**MP2 correlation energies of neutral 3d atoms: nuclear charge or 3d occupation**

The table holds all-electron MP2 correlation energies on unrestricted Hartree-Fock determinants (aug-cc-pwCVTZ, non-relativistic) for seven atoms from Sc to Ni, with the same-spin share and the largest subshell pairs. The program tests a power of $Z$, equal weight for all electron pairs, and counting of 3d pairs by spin and of empty 3d pairs. Pairs containing a 3d electron gain 650 mhartree from Sc to Ni while the others lose 100, and Cr without its 4s pairs follows its 3d occupation rather than its $Z$. Separate same-spin and opposite-spin weights fit the 3d-3d pair with an rms error of 3.0 mhartree against 10.8 for one constant weight, which has one parameter fewer. For the 3p-3p pair, hole counting and a power of $Z$ fit about equally and miss Cr on opposite sides.

Calculated values. All-electron MP2 correlation energies from PySCF 2.14.0 for neutral 3d-row atoms (Sc to Ni, without Fe) in their ground configurations, with the aug-cc-pwCVTZ basis, a non-relativistic Hamiltonian and a point nucleus. The reference for each atom is one real unrestricted Hartree-Fock determinant at highest spin.

## Numerical check

```python
# Table: all-electron UHF-MP2 correlation energies (PySCF, aug-cc-pwCVTZ, non-relativistic) of neutral 3d atoms,
# total, same-spin share and subshell pairs. Tested: (A) power of Z, (B) all pairs alike, (C) 3d pair and hole counting.
T = {
    'species': ['Sc', 'Ti', 'V', 'Cr', 'Mn', 'Co', 'Ni'],
    'Z': [21, 22, 23, 24, 25, 27, 28],
    'N': [21, 22, 23, 24, 25, 27, 28],
    'config': ['[Ar] 3d1 4s2', '[Ar] 3d2 4s2', '[Ar] 3d3 4s2', '[Ar] 3d5 4s1', '[Ar] 3d5 4s2', '[Ar] 3d7 4s2', '[Ar] 3d8 4s2'],
    'frozen': [0, 0, 0, 0, 0, 0, 0],
    'mp2': [-505.3, -562.3, -627.7, -726.0, -764.5, -948.7, -1055.4],  # mhartree
    'ss': [0.278, 0.286, 0.303, 0.375, 0.35, 0.323, 0.322],
    'p_3p_3d': [-43.0, -86.9, -130.2, -203.8, -208.4, -250.3, -266.2],  # mhartree
    'p_3p_3p': [-169.8, -150.8, -133.6, -108.7, -101.7, -81.0, -74.1],  # mhartree
    'p_3d_3d': [0.0, -5.5, -20.8, -85.8, -77.7, -206.6, -287.3],  # mhartree
    'p_2p_2p': [-82.5, -89.9, -95.2, -97.0, -99.0, -101.7, -103.1],  # mhartree
}
import re
import numpy as np
sp = T['species']; Z = np.array(T['Z'], float); ix = {s: i for i, s in enumerate(sp)}
g = lambda k: -np.array(T[k], float)
E, pd, pp, dd, p2 = g('mp2'), g('p_3p_3d'), g('p_3p_3p'), g('p_3d_3d'), g('p_2p_2p'); ss = np.array(T['ss'], float)
n = np.array([int(re.search(r'3d(\d+)', c).group(1)) for c in T['config']], float)
s2 = np.array(['4s2' in c for c in T['config']])
# typed from the further outputs of the same runs (magnitudes, mhartree; 1s-4s of 0.003 left out)
A = np.array
d1s = A([.0031, .0092, .0182, .0315, .0431, .0769, .1000]); d2s = A([.629, 1.585, 2.809, 4.528, 5.568, 8.662, 10.378])
d2p = A([3.201, 8.115, 14.141, 22.516, 27.697, 41.174, 48.526]); d3s = A([7.363, 15.216, 23.069, 37.126, 37.111, 49.201, 55.11])
d4s = A([8.559, 14.873, 20.465, 14.123, 29.401, 40.707, 45.133]); s4s = A([21.355, 21.822, 21.985, 0, 22.185, 22.98, 23.182])
s3p = A([26.722, 23.76, 21.26, 8.602, 16.78, 11.898, 9.744]); s3s = A([1.863, 1.741, 1.629, .710, 1.393, 1.150, 1.034])
s2p = A([1.051, 1.020, .982, .428, .878, .795, .754]); s2s = A([.124, .129, .131, .060, .126, .123, .120])
def row(t, v, f='%7.1f'): print('%-30s' % t + ''.join(f % x for x in v))
def fit(t, X, y):
    X = np.array(X, float).T; c = np.linalg.lstsq(X, y, rcond=None)[0]; r = y - X @ c
    row(t, r); print('   params %s rms %.1f worst %s' % (np.round(c, 2), np.sqrt(np.mean(r**2)), sp[np.argmax(abs(r))])); return c
def power(t, y):
    p, a = np.polyfit(np.log(Z), np.log(y), 1); r = y - np.exp(a) * Z**p
    row(t, r); print('   exponent %.2f rms %.1f worst %s' % (p, np.sqrt(np.mean(r**2)), sp[np.argmax(abs(r))]))
print('magnitudes in mhartree; residual = table - model; rounding floor 0.05 (spin parts about 0.5)')
print('%-30s' % '' + ''.join('%7s' % s for s in sp))
print('Ni/Sc ratios: total %.2f, N %.2f, N(N-1)/2 %.2f' % (E[-1]/E[0], Z[-1]/Z[0], Z[-1]*(Z[-1]-1)/(Z[0]*(Z[0]-1))))
row('total per electron', E/Z); row('step per unit Z (to this row)', np.r_[np.nan, np.diff(E)/np.diff(Z)])
power('A resid total ~ Z^p', E); fit('B resid total = k N(N-1)/2', [Z*(Z-1)/2], E)
w3 = d1s + d2s + d2p + d3s + pd + dd + d4s; no3 = E - w3
row('pairs containing 3d', w3); row('pairs without 3d', no3); row('4s-4s', s4s)
D = lambda v, a='Sc', b='Ni': v[ix[b]] - v[ix[a]]
print('Sc->Ni: total %+.1f, with 3d %+.1f, without %+.1f, 4s-4s %+.1f' % (D(E), D(w3), D(no3), D(s4s)))
print('Sc->Ni: 3d3d %+.1f 3p3d %+.1f 3p3p %+.1f (%.0f%%) 3s3d %+.1f 3d4s %+.1f' % (D(dd), D(pd), D(pp), 100*D(pp)/pp[0], D(d3s), D(d4s)))
print('Sc->Ni basis-limited core: 2p2p %+.1f, 2p3d %+.1f, together %.0f%% of growth' % (D(p2), D(d2p), 100*(D(p2)+D(d2p))/D(E)))
w4 = d4s + s4s + s3p + s3s + s2p + s2s; R = E - w4
row('pairs containing 4s', w4); row('total without 4s pairs', R)
print('Cr->Mn: total %+.1f, 4s pairs %+.1f, rest %+.1f, 3d3d %+.1f, 3p3p %+.1f, 3p3d %+.1f' % tuple(D(v, 'Cr', 'Mn') for v in (E, w4, R, dd, pp, pd)))
for t, y in (('without 4s', R), ('3p-3p', pp), ('3p-3d', pd)):  # Cr (4s1) left out: it is the test row
    q = np.polyfit(n[s2], y[s2], 2); e = np.max(abs(y[s2] - np.polyval(q, n[s2])))
    print('Cr test %-10s curve n=4 %.1f, n=5 %.1f, Cr %.1f, max misfit of curve %.1f' % (t, np.polyval(q, 4), np.polyval(q, 5), y[ix['Cr']], e))
na = np.minimum(n, 5); nb = n - na; nss = na*(na-1)/2 + nb*(nb-1)/2; nos = na*nb
row('same-spin 3d pairs', nss, '%7.0f'); row('opposite-spin 3d pairs', nos, '%7.0f')
row('3d-3d per 3d pair', np.where(n > 1, dd/np.maximum(nss+nos, 1), np.nan), '%7.2f')
fit('3d3d resid, one weight', [nss+nos], dd); c = fit('C 3d3d resid, same/opp weight', [nss, nos], dd)
print('opposite/same weight ratio %.2f' % (c[1]/c[0]))
for ref in ('Mn', 'Cr'):
    F = dd[ix['Ti']]; P = (dd[ix[ref]] - 7*F)/3; v = 2.4*F + 0.6*P
    print('pure terms, Ti+%s: F %.1f P %.1f, V pred %.1f vs %.1f; opp pair Co %.1f Ni %.1f' % (ref, F, P, v, dd[ix['V']],
          (dd[ix['Co']]-dd[ix[ref]]-F)/10, (dd[ix['Ni']]-dd[ix[ref]]-v)/15))
hp = (10-n)*(9-n)/2; row('empty 3d pairs C(10-n,2)', hp, '%7.0f')
fit('C 3p3p resid a+b*holes', [np.ones(len(n)), hp], pp); power('A 3p3p resid ~ Z^p', pp)
f = D(pp, 'V', 'Cr')/D(pp, 'V', 'Mn')
print('3p3p V->Cr %+.1f is %.0f%% of V->Mn %+.1f (Z only ~50, n only 100)' % (D(pp, 'V', 'Cr'), 100*f, D(pp, 'V', 'Mn')))
row('3p-3d per 3d electron', pd/n); row('same-spin energy', ss*E); row('opposite-spin energy', (1-ss)*E)
row('same-spin share of step', np.r_[np.nan, np.diff(ss*E)/np.diff(E)], '%7.2f')
assert np.all(np.diff(no3[s2]) < 0) and np.all(np.diff(w3) > 0)
assert R[ix['Cr']] > R[ix['Mn']]
assert c[1] > c[0] > 0
assert 0.5 < f < 1.0
```

Output:

```
magnitudes in mhartree; residual = table - model; rounding floor 0.05 (spin parts about 0.5)
                                   Sc     Ti      V     Cr     Mn     Co     Ni
Ni/Sc ratios: total 2.09, N 1.33, N(N-1)/2 1.80
total per electron               24.1   25.6   27.3   30.2   30.6   35.1   37.7
step per unit Z (to this row)     nan   57.0   65.4   98.3   38.5   92.1  106.7
A resid total ~ Z^p               3.0   -3.2   -5.6   20.1  -18.8   -4.3    9.9
   exponent 2.55 rms 11.5 worst Cr
B resid total = k N(N-1)/2      -45.2  -43.3  -35.5    2.5  -22.0   28.5   64.5
   params [2.62] rms 39.0 worst Ni
pairs containing 3d              62.8  132.2  211.5  367.9  385.9  596.7  712.7
pairs without 3d                442.5  430.1  416.2  358.1  378.6  352.0  342.7
4s-4s                            21.4   21.8   22.0    0.0   22.2   23.0   23.2
Sc->Ni: total +550.1, with 3d +650.0, without -99.9, 4s-4s +1.8
Sc->Ni: 3d3d +287.3 3p3d +223.2 3p3p -95.7 (-56%) 3s3d +47.7 3d4s +36.6
Sc->Ni basis-limited core: 2p2p +20.6, 2p3d +45.3, together 12% of growth
pairs containing 4s              59.7   63.3   66.5   23.9   70.8   77.7   80.0
total without 4s pairs          445.6  499.0  561.2  702.1  693.7  871.0  975.4
Cr->Mn: total +38.5, 4s pairs +46.8, rest -8.3, 3d3d -8.1, 3p3p -7.0, 3p3d +4.6
Cr test without 4s curve n=4 622.6, n=5 697.6, Cr 702.1, max misfit of curve 5.2
Cr test 3p-3p      curve n=4 116.5, n=5 102.7, Cr 108.7, max misfit of curve 1.2
Cr test 3p-3d      curve n=4 171.5, n=5 203.8, Cr 203.8, max misfit of curve 4.6
same-spin 3d pairs                  0      1      3     10     10     11     13
opposite-spin 3d pairs              0      0      0      0      0     10     15
3d-3d per 3d pair                 nan   5.50   6.93   8.58   7.77   9.84  10.26
3d3d resid, one weight           -0.0   -4.3   -8.6  -12.4  -20.5    0.5   12.5
   params [9.82] rms 10.8 worst Mn
C 3d3d resid, same/opp weight    -0.0   -2.6   -3.4    5.0   -3.1   -2.6    1.7
   params [ 8.08 12.03] rms 3.0 worst Cr
opposite/same weight ratio 1.49
pure terms, Ti+Mn: F 5.5 P 13.1, V pred 21.0 vs 20.8; opp pair Co 12.3 Ni 12.6
pure terms, Ti+Cr: F 5.5 P 15.8, V pred 22.7 vs 20.8; opp pair Co 11.5 Ni 11.9
empty 3d pairs C(10-n,2)           36     28     21     10     10      3      1
C 3p3p resid a+b*holes           -2.6    0.1    1.8    6.7   -0.3   -2.1   -3.6
   params [74.95  2.71] rms 3.2 worst Cr
A 3p3p resid ~ Z^p               -0.3    2.5    3.5   -6.1   -0.1   -0.1    1.2
   exponent -2.95 rms 2.8 worst Cr
3p3p V->Cr -24.9 is 78% of V->Mn -31.9 (Z only ~50, n only 100)
3p-3d per 3d electron            43.0   43.5   43.4   40.8   41.7   35.8   33.3
same-spin energy                140.5  160.8  190.2  272.2  267.6  306.4  339.8
opposite-spin energy            364.8  401.5  437.5  453.8  496.9  642.3  715.6
same-spin share of step           nan   0.36   0.45   0.83  -0.12   0.21   0.31
```
